Working notes: multiphonon factor for electron capture at a trap in amorphous Al₂O₃

The first attempt below is WRONG. It sets the relaxation energy equal to the Stokes shift. I keep it because it passed two tests I trusted.

1. Model and the factor L_p

An electron tunnels from a metal to a trap at depth x and gives the surplus energy ε = pħω to the lattice; p > 0 means net emission. I use one effective mode with the same ω for the empty and the filled trap, and an electronic coupling independent of the coordinate Q (Condon approximation):

U_empty = ½Mω²Q², U_filled = −ε + ½Mω²(Q − ΔQ)².

The Huang–Rhys factor is S = MωΔQ²/(2ħ). The relaxation energy, released on one surface in sliding from the other's minimum to its own, is λ = ½Mω²ΔQ² = Sħω.

L_p is the thermal average of the squared vibrational overlaps with net gain p. Let D(γ) = exp(γa† − γ*a), H = ħωa†a, θ = ħω/kT, n = 1/(e^θ − 1) and u = e^(−iωt). The filled-trap oscillator is D(√S) H D(−√S), so

Σ_p L_p u^p = ⟨e^(iHt/ħ) D(√S) e^(−iHt/ħ) D(−√S)⟩ = ⟨D(√S/u) D(−√S)⟩.

With D(α)D(β) = D(α+β) exp[(αβ* − α*β)/2] and ⟨D(γ)⟩ = exp[−|γ|²(n + ½)], the exponent is S(u − 1/u)/2 − S(n + ½)(2 − u − 1/u), hence

Σ_p L_p u^p = exp{S[(n+1)u + n/u − (2n+1)]}.

The Bessel identity exp[(z/2)(s + 1/s)] = Σ_p I_p(z) s^p, with s = u√((n+1)/n) and z = 2S√(n(n+1)), gives

L_p = ((n+1)/n)^(p/2) exp[−S(2n+1)] I_p(z) = exp[pθ/2 − S coth(θ/2)] I_p(S/sinh(θ/2)).

Consequences:
(a) u = 1 gives Σ L_p = 1.
(b) I_−p = I_p gives L_p/L_−p = e^(pθ).
(c) Differentiating at u = 1: mean ⟨p⟩ = S at every temperature, variance S(2n+1).
(d) For θ ≪ 1, z ≈ 2S/θ is large, and ln I_p ≈ z − ½ ln(2πz) − p²/(2z) provided p⁴ ≪ z³. Since z − S coth(θ/2) = −S tanh(θ/4) ≈ −Sθ/4,
ln L_p ≈ pθ/2 − Sθ/4 − p²θ/(4S) − ½ ln(4πS/θ), that is
L_p ≈ (4πS/θ)^(−1/2) exp(−E_a/kT), E_a = (p − S)²ħω/(4S) = (ε − λ)²/(4λ).

2. Inputs

Energies are in eV (1 eV = 1.602×10⁻¹⁹ J). The material values are approximate ones, assumed as typical of a deep trap in this oxide:
ħω = 0.05 eV (8.0×10⁻²¹ J);
thermal depth below the oxide conduction band edge, both charge states relaxed, E_T = 1.5 eV;
Stokes shift, vertical ionisation energy minus vertical capture energy, both referred to the band edge, Δ = 2.0 eV;
metal–oxide barrier Φ = 2.6 eV.
I choose a field F = 6×10⁸ V/m, x = 2.5 nm and T = 300 K.

At zero field the thermal level lies Φ − E_T = 1.1 eV above the metal Fermi level. The field lowers it by qFx = 1.5 eV. An electron from the Fermi level releases ε = 0.4 eV, so p = 8. The capture rate sums L_p over occupied metal states, weighted by the tunnelling factor; I follow the p = 8 term.

At 300 K: kT = 0.02585 eV, θ = 1.934, n = 0.1690, 2n+1 = 1.338, e^(pθ/2) = 2290.

3. First attempt (WRONG)

Line W: "the lattice relaxes by the Stokes shift", so Sħω = Δ and S = 40.

Then z = 35.56, exp[−S(2n+1)] = 5.72×10⁻²⁴ and I₈(z) = 7.48×10¹³, which give

L₈ = 9.8×10⁻⁷ (wrong),
E_a = (8 − 40)² × 0.05 eV/160 = 0.32 eV (wrong).

Barrierless capture, p = S, would need qFx = 1.1 eV + 2.0 eV = 3.1 eV, that is x = 5.2 nm (wrong).

My two tests passed: the weights summed to 1, and L₈/L₋₈ came out as e^(8θ) = 5.2×10⁶. They had to pass. Properties (a) and (b) hold for every S, so they test the formula and say nothing about the value put into it.

4. The symptom

The depth 5.2 nm stopped me. The oxide band edge drops below the Fermi level at x = Φ/(qF) = 4.3 nm, so the best capture point lay where the electron is already free in the band. Capture is barrierless when the incoming electron is level with the empty, unrelaxed trap, so my S had put that level above the band edge.

I then ran the model back to its own input. In optical capture from the band edge the photon takes E_T − pħω, and by (c) the centre of the weights is E_T − Sħω. In ionisation the same factor applies with the surfaces exchanged; the photon supplies E_T + pħω, centred on E_T + Sħω. With S = 40:

ionisation 3.5 eV, capture −0.5 eV, difference 4.0 eV.

An emitted photon cannot have −0.5 eV, and 4.0 eV is twice the Δ I fed in. This is a consistency test on my own input, and the attempt fails it.

5. The faulty line

It is line W. In the optical cycle the lattice relaxes twice: by λ on the empty surface after ionisation, and by λ on the filled surface after capture. From the parabolas, with ε = E_T,

U_empty − U_filled at Q = ΔQ is E_T + λ, and at Q = 0 it is E_T − λ,

so Δ = 2λ = 2Sħω. One capture event contains one relaxation. A quantity equal to λ itself is the vertical ionisation energy minus the thermal depth; I had treated Δ as if it were that difference.

6. Mended calculation

λ = Δ/2 = 1.0 eV and S = 20. The vertical energies become 2.5 eV and 0.5 eV, both positive and 2.0 eV apart, as they must be by construction.

z = 17.78, exp[−S(2n+1)] = 2.39×10⁻¹², I₈(z) = 8.12×10⁵, so

L₈ = 4.4×10⁻³,
E_a = (8 − 20)² × 0.05 eV/80 = 0.09 eV.

Barrierless capture needs qFx = 2.1 eV, x = 3.5 nm, inside the barrier region.

7. Size of the error

The slip makes L₈ too small by 4.5×10³ and E_a too large by a factor 3.6. The tunnelling factor at fixed x and energy is taken as the same in both, so the p = 8 rate is off by the same 4.5×10³.

E_a is not the slope an Arrhenius plot would show at 300 K, because θ = 1.934 is not small. The local slope −d(ln L₈)/d(1/kT) of the full expression is 0.043 eV for S = 20 and 0.21 eV for S = 40, a factor 4.9. The Gaussian form (d) gives 2.7×10⁻³ and 2.6×10⁻⁷, lower than the full values by 1.6 and 3.8. Nuclear tunnelling matters here, but far less than the slip.

The error depends on p and changes direction. The barrier difference is

E_a(2S) − E_a(S) = (2S² − p²)ħω/(8S),

which vanishes at p = √2 S ≈ 28 for S = 20. For capture from the oxide band edge, p = E_T/ħω = 30, the full expression gives 1.2×10⁻² for S = 20 and 2.2×10⁻² for S = 40. There the slip overestimates by only 1.8 and would pass unnoticed. It is large for traps near the injecting electrode, where p is small.

Two model choices shift the ratio. The effective mode energy of an amorphous oxide is not sharp: with ħω = 0.10 eV at the same λ and ε (p = 4, S = 10 against 20) the ratio falls to 6.8×10². An assumed spread of ±0.2 eV in E_T moves p to 12 or 4, and the barrier difference then changes the logarithm of the ratio by −0.97 or +0.58. So the error is about three orders of magnitude for this geometry, and I trust no finer statement than that for a real film. If the two surfaces have different curvatures, Δ is the sum of two unequal relaxation energies and Δ/2 is only their mean.